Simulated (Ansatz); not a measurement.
## SiH3I (SiIH3): methods side by side

The species is SiH3I (5 atoms), meant as a singlet with charge 0. SMILES: `[H][Si]([H])([H])I`. Geometry: relaxed at GFN2-xTB.

Quantity: the electronic atomisation energy, in eV. The values are calculated. Electronic energies at fixed atoms, without zero-point motion or spin-orbit coupling.

```
           level                    kind  program  value (eV)  less FCI/STO-3G
       HF/STO-3G            Hartree–Fock   Ansatz       14.61            -1.41
      PBE/STO-3G                     GGA   Ansatz       18.30            +2.28
   r2SCAN/STO-3G                meta-GGA   Ansatz       18.26            +2.24
    BHLYP/STO-3G           global hybrid   Ansatz       17.73            +1.71
CAM-B3LYP/STO-3G  range-separated hybrid   Ansatz       18.19            +2.17
  wB97M-V/STO-3G  range-separated hybrid   Ansatz       18.68            +2.66
   B2PLYP/STO-3G           double hybrid   Ansatz       17.29            +1.27
      MP2/STO-3G     perturbation theory   Ansatz       15.62            -0.40
    CCSDT/STO-3G   coupled cluster or CI   Ansatz       16.02             0.00
      FCI/STO-3G      exact in the basis   Ansatz       16.02             0.00
```

FCI/STO-3G is exact within its basis and frozen core, so for wave-function methods in that basis the difference is their error; functionals converge differently with the basis, so for them it is only a difference. All-electron rows without a relativistic Hamiltonian named are non-relativistic. The values span 14.61 to 18.68 eV. All rows use very small basis sets, so none should be taken for the real molecule's value. In the correlated wave-function rows the outer d shell of I is correlated, in sets not made for it.

Hartree–Fock gives the weakest binding because pairing electrons in the Si–H and Si–I σ bonds brings correlation energy that the separated atoms largely lack. MP2 recovers most of the shortfall, and CCSDT matches FCI to the printed precision, as expected for a closed-shell molecule with localised single bonds. In a minimal basis the valence virtual space is little more than the matching σ* orbitals, so this agreement says little about how higher excitations would count in a fuller orbital space.

Every functional lies above FCI, probably in large part because density-based correlation includes short-range effects that so few virtual orbitals cannot describe. The excess is therefore not a measure of true overbinding. B2PLYP comes closest, plausibly because part of its correlation is perturbative and so limited by the same virtual space, alongside a large share of exact exchange. Exact exchange alone does not order the functionals, however: BHLYP falls below PBE and r2SCAN, but wB97M-V gives the largest value of all.
